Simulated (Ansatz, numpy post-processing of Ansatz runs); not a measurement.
# GaAs under biaxial strain normal to [111]: band gap, electron mass and level splittings with r2SCAN

The usual rule of thumb for a direct-gap semiconductor such as GaAs is that in-plane compression widens the gap and in-plane tension narrows it, by about the same amount for each per cent of strain. We test both halves of that rule for strain in the plane normal to [111]. The answer matters for strained layers grown on (111) substrates, where the gap sets the emission wavelength, the electron mass affects transport, and the next conduction valley limits how hot electrons may become before they transfer. We calculate these quantities with r2SCAN and spin-orbit coupling. Strain is counted from the cell relaxed with the same functional, and the valley height from the conduction-band minimum at Gamma.

## Systems and settings

GaAs (zincblende), space group 216, 2 atoms in the cell, from the Crystallography Open Database. The reference is the cell relaxed to zero pressure with this functional (primitive vectors 4.006, 4.006, 4.006 angstrom). An equal strain is imposed in the plane normal to [111], as by a substrate; the length along [111] is adjusted until the stress along it vanishes, and ions are relaxed to the run's tolerance. Ansatz 0.2.0, plane waves with PAW potentials (set ansatz_paw_generated_soft_1), r2SCAN, with spin-orbit coupling, no spin polarisation, no Hubbard U; cutoff 500 eV, self-consistent k meshes 6x6x6. Band extrema were located on a dense mesh in each cell and refined; masses are central differences at 0.008 and 0.03 1/angstrom. The same in all rows: where the valence-band maximum and the conduction-band minimum lie in the zone: Gamma to Gamma.

Notes on method and selection:

- Semilocal Kohn-Sham gaps lie below measured gaps, and light masses that scale with the gap come out too small.
- Transitions to other structures, dislocations and cracks are not considered.
- The strain of the free axis follows from the ratios of the elastic constants.
- In some or all of these runs the relaxation's check for a lower neighbouring minimum was switched off (adjacent_minimum: false), so a lower one is not excluded.
- A blank cell means that the quantity is not defined for the row (degenerate or flat band, gap under 0.12 eV, no such level or valley in the search window, times from unlike processors), was not computed, or did not pass its check.
- Where several measured values are on file, those far from their median are set aside and at most one at low and one at room temperature are shown, bulk crystals with stated uncertainty first.
- Runs that did not converge, have known faults or may not be shown are not listed, and runs on Ansatz's PAW sets soft_1 and soft_2 are kept to separate tables.

Columns:

- imposed strain (per cent): in-plane strain imposed, positive in tension.
- free strain (per cent): resulting strain along the free axis.
- band gap (eV): fundamental Kohn-Sham gap (generalised Kohn-Sham for meta-GGA and hybrids), conduction-band minimum minus valence-band maximum.
- electron mass (m_e): electron conductivity mass of the lowest valley, in free-electron masses.
- valence splitting (eV): splitting of the two uppermost valence levels at the valence-band maximum, which are degenerate without strain (blank in the unstrained row); the deeper split-off level is not tabled.
- next valley (eV): height of the next conduction valley above the lowest one, where one lies within the search window.

## Numbers

| member | imposed strain (per cent) | free strain (per cent) | band gap (eV) | electron mass (m_e) | valence splitting (eV) | next valley (eV) |
| --- | --- | --- | --- | --- | --- | --- |
| −2.0 per cent | −2.0 | 0.88 | 0.997 | 0.0611 | 0.126 | 0.157 |
| −1.5 per cent | −1.5 | 0.65 | 0.975 | 0.0585 | 0.101 | 0.208 |
| −1.0 per cent | −1.0 | 0.42 | 0.946 | 0.0559 | 0.070 | 0.263 |
| −0.5 per cent | −0.5 | 0.21 | 0.908 | 0.0531 | 0.036 | 0.323 |
| +0.0 per cent | 0.0 | 0.00 | 0.866 | 0.0501 | – | 0.385 |
| +0.5 per cent | 0.5 | −0.21 | 0.783 | 0.0472 | 0.037 | 0.354 |
| +1.0 per cent | 1.0 | −0.42 | 0.698 | 0.0441 | 0.072 | 0.327 |
| +1.5 per cent | 1.5 | −0.62 | ? | ? | ? | ? |
| +2.0 per cent | 2.0 | −0.83 | 0.532 | 0.0382 | 0.134 | 0.283 |

Cells marked ? are withheld until the estimate has been made.

Least-squares fits to the members shown, with x = imposed strain (per cent); R² and errors in the fitted variable (y, or ln y where the fit is in ln y):

| y | members | fit | R² | rms residual | leave-one-out rms | the same for the mean of the others |
| --- | --- | --- | --- | --- | --- | --- |
| band gap (eV) | 8 | y = 0.8520 − 0.1177 x − 0.02255 x² | 1.00 | 0.0075 | 0.018 | 0.17 |
| electron mass (m_e) | 8 | y = 0.05014 − 0.005765 x − 1.242×10⁻⁴ x² | 1.00 | 8.9×10⁻⁵ | 2.6×10⁻⁴ | 0.0082 |

## Why the values move as they do

The sign of the rule holds in every row shown, but the equal amounts do not. Between the unstrained cell and +2.0 per cent the gap changes by (0.532 − 0.866) / 2.0 = −0.167 eV per per cent. Between −2.0 per cent and the unstrained cell the figure is (0.866 − 0.997) / 2.0 = −0.066 eV per per cent.

Two effects add up. Stretching the bonds lowers the antibonding s-like conduction minimum relative to the valence levels, and compression raises it. The shear part of the strain splits the two upper valence levels and pushes one of them up, whichever the sign, so it always narrows the gap. Measured from the midpoint of these two levels, $E_m = E_g + S/2$ with $S$ the valence splitting, the gap is 0.908 + 0.036 / 2 = 0.926 eV at −0.5 per cent and 0.783 + 0.037 / 2 = 0.802 eV at +0.5 per cent. The changes from the unstrained cell are then 0.926 − 0.866 = +0.060 eV and 0.802 − 0.866 = −0.064 eV, against 0.908 − 0.866 = +0.042 eV and 0.783 − 0.866 = −0.083 eV for the gap itself. The splitting thus accounts for most of the kink at zero strain. The further flattening towards −2.0 per cent remains in $E_m$, and we leave its cause open.

The electron mass falls steadily from 0.0611 to 0.0382 $m_e$ across the series, without a kink. This fits $k \cdot p$ theory, in which the direction-averaged mass depends on the coupling to all the upper valence levels and not only to the highest.

The next valley is highest above the minimum in the unstrained row, at 0.385 eV, and comes down to 0.157 eV at −2.0 and 0.283 eV at +2.0 per cent. In GaAs it is expected to lie at L. Tension lowers the one L valley along the strain axis relative to the other three, and compression lowers those three. The falling Gamma minimum offsets part of the drop in tension, while the rising one adds to it in compression.

## An estimate before looking

Plain estimates from the members shown:

- +1.5 per cent, fit at x = 1.5: 0.625 eV
- +1.5 per cent, straight-line interpolation between +1.0 per cent and +2.0 per cent: w = (1.5 − 1.0) / (2.0 − 1.0) = 0.500, so 0.698 + 0.500 × (0.532 − 0.698) = 0.615 eV

We take the straight line between +1.0 and +2.0 per cent, which gives 0.615 eV. The quadratic fit gives 0.625 eV, but it draws one smooth curve through the kink at zero strain. At +1.0 per cent it yields 0.8520 − 0.1177 − 0.02255 = 0.712 eV, which is 0.014 eV above the computed 0.698 eV.

On the tensile side alone the same valence level should stay on top, and both the bond-stretching term and the splitting grow nearly in proportion to strain. The slopes bear this out: −0.166 eV per per cent from 0.0 to +0.5, −0.170 from +0.5 to +1.0, and −0.166 from +1.0 to +2.0.

The route can be tried on two shown members. Between 0.0 and +1.0 per cent it gives (0.866 + 0.698) / 2 = 0.782 eV at +0.5 per cent, where 0.783 eV was computed. Between 0.0 and +2.0 per cent it gives (0.866 + 0.532) / 2 = 0.699 eV at +1.0 per cent, where 0.698 eV was computed.

The free strain of the withheld member, −0.62 per cent, agrees within rounding with the midpoint of its neighbours, (−0.42 − 0.83) / 2 = −0.625, so it calls for no shift. Both trials miss by 0.001 eV. Two trials are few, and the relaxations used a self-consistency threshold that was loose for an accurate stress, so we double this to 0.002 eV for one standard deviation.

**Committed estimate, +1.5 per cent: band gap = 0.615 ± 0.002 eV.**

## Outcome

| member | imposed strain (per cent) | free strain (per cent) | band gap (eV) | electron mass (m_e) | valence splitting (eV) | next valley (eV) |
| --- | --- | --- | --- | --- | --- | --- |
| +1.5 per cent | 1.5 | −0.62 | 0.613 | 0.0411 | 0.105 | 0.305 |

| member | estimate | band gap (eV) | computed | estimate − computed | miss in error bars |
| --- | --- | --- | --- | --- | --- |
| +1.5 per cent | committed | 0.615 | 0.613 | +0.002 | 1.0 |
| +1.5 per cent | fit | 0.625 | 0.613 | +0.012 |  |
| +1.5 per cent | interpolation | 0.615 | 0.613 | +0.002 |  |

The computed gap at +1.5 per cent is 0.613 eV. Our estimate of 0.615 eV is 0.002 eV too high, which is just the width of its error bar. It equals the plain interpolation, on which it was based, and is closer than the quadratic fit, which came out 0.012 eV too high.

The argument that held is that the tensile side should be treated on its own. From +1.0 to +1.5 per cent the slope is (0.613 − 0.698) / 0.5 = −0.170 eV per per cent, and from +1.5 to +2.0 it is (0.532 − 0.613) / 0.5 = −0.162, so the branch is straight to within a few thousandths of an eV. The valence splitting of 0.105 eV also lies close to the midpoint of its neighbours, (0.072 + 0.134) / 2 = 0.103 eV. This is what we expect when the same valence level stays on top and both strain terms grow nearly in proportion to strain. The result confirms that near-linearity, but does not measure the two terms separately.

## Members off the line

Least-squares fits to the whole series, with x = imposed strain (per cent); R² and errors in the fitted variable (y, or ln y where the fit is in ln y):

| y | members | fit | R² | rms residual | leave-one-out rms | the same for the mean of the others |
| --- | --- | --- | --- | --- | --- | --- |
| band gap (eV) | 9 | y = 0.8513 − 0.1189 x − 0.02290 x² | 1.00 | 0.0078 | 0.014 | 0.18 |
| electron mass (m_e) | 9 | y = 0.050135 − 0.0057767 x − 1.2771×10⁻⁴ x² | 1.00 | 9.0×10⁻⁵ | 1.8×10⁻⁴ | 0.0084 |

Largest departures from the fit to the whole series:

| member | band gap (eV) | fit | computed − fit | in rms residuals |
| --- | --- | --- | --- | --- |
| +0.0 per cent | 0.866 | 0.851 | +0.015 | 1.9 |
| +1.0 per cent | 0.698 | 0.709 | −0.011 | 1.5 |
| +2.0 per cent | 0.532 | 0.522 | +0.010 | 1.3 |
| +1.5 per cent | 0.613 | 0.621 | −0.008 | 1.1 |

The largest departures from the quadratic fit come from the shape of the fitted curve, and we see no faulty row behind them. The unstrained gap lies 0.015 eV above the fit because the upper valence levels separate on either side of zero strain, which gives the gap a peaked kink there that a parabola rounds off.

The other three departures have the same origin. The tensile branch is nearly straight, whereas the parabola bends downwards. Over the 2.0 per cent from the unstrained cell to the end of the branch, a parabola with this curvature rises above its own chord by 0.0229 × 1.0² = 0.023 eV at the middle. The least-squares fit shares this out, so the computed gaps lie below it inside the branch (−0.011 eV at +1.0 and −0.008 eV at +1.5 per cent) and above it at the ends (+0.015 eV at zero and +0.010 eV at +2.0 per cent).

## Against measurement

| member | quantity | measured | computed | computed − measured | conditions | source |
| --- | --- | --- | --- | --- | --- | --- |
| +0.0 per cent | band gap (eV) | 1.418 ± 0.005 | 0.866 | −0.552 | 300 K; direct gap E0 at Gamma from PR; one of 4 values on file, taken by source and temperature | [1] |
| +0.0 per cent | electron mass (m_e) | 0.06625 | 0.0501 | −0.0162 (−24.4 %) | 4.2 K; electron cyclotron mass at 337 um (about 21 kOe), conduction band, sample 1 | [2] |

Sources:

[1] "Evidence of valence band perturbations in GaAsN/GaAs(001): A combined variable-angle spectroscopic ellipsometry and modulated photoreflectance investigation" (2008, arXiv:0805.2212)  
[2] "Free electron screening mechanism of the shallow impurity breakdown in n-GaAs: evidences from the photoelectric Zeeman and cyclotron resonance spectroscopies" (2017, arXiv:1709.09431)

Only the unstrained crystal has measured values here, so neither the strain slopes nor the splittings are tested against experiment. The computed gap is 0.552 eV below the value from photoreflectance at 300 K. The main cause is the known shortfall of semilocal gaps. The calculation holds the atoms still, while lattice vibrations at room temperature narrow the real gap by an amount of the order of 0.1 eV, so the error for a static lattice is larger than the table shows.

The electron mass is 24.4 per cent too small against cyclotron resonance at 4.2 K. The sign follows from the gap, since in $k \cdot p$ theory a smaller gap strengthens the coupling that makes the electron light. The gap itself is too small by 0.552 / 1.418 = 39 per cent, a larger fraction than the mass. A momentum matrix element that is also too small would offset part of the gap's effect and is a possible reason. The cyclotron mass includes a slight increase from the coupling to polar lattice vibrations, of the order of one per cent, which is far too little to explain the difference.

## Conclusions and limits

Between −2.0 and +2.0 per cent the gap narrows in tension and widens in compression, but the two sides need separate treatment. Interpolating halfway between rows 1.0 per cent apart misses by at most 0.002 eV in tension and by less than 0.005 eV in compression. Across zero strain, the midpoint of the ±0.5 per cent rows misses by 0.866 − (0.908 + 0.783) / 2 = 0.020 eV.

For emission, the computed shift can be added to the measured gap, if the gap error is taken as unchanged by strain. At +1.0 per cent this gives 1.418 + 0.698 − 0.866 = 1.250 eV, or, with hc = 1240 eV nm, a wavelength of 1240 / 1.250 = 992 nm, against 1240 / 1.418 = 874 nm without strain.

The exchange and correlation effects missing from a semilocal functional would raise the gap by more than half an eV, which exceeds the whole spread of the series, 0.997 − 0.532 = 0.465 eV. The computed gaps therefore serve for shifts and not as absolute values.
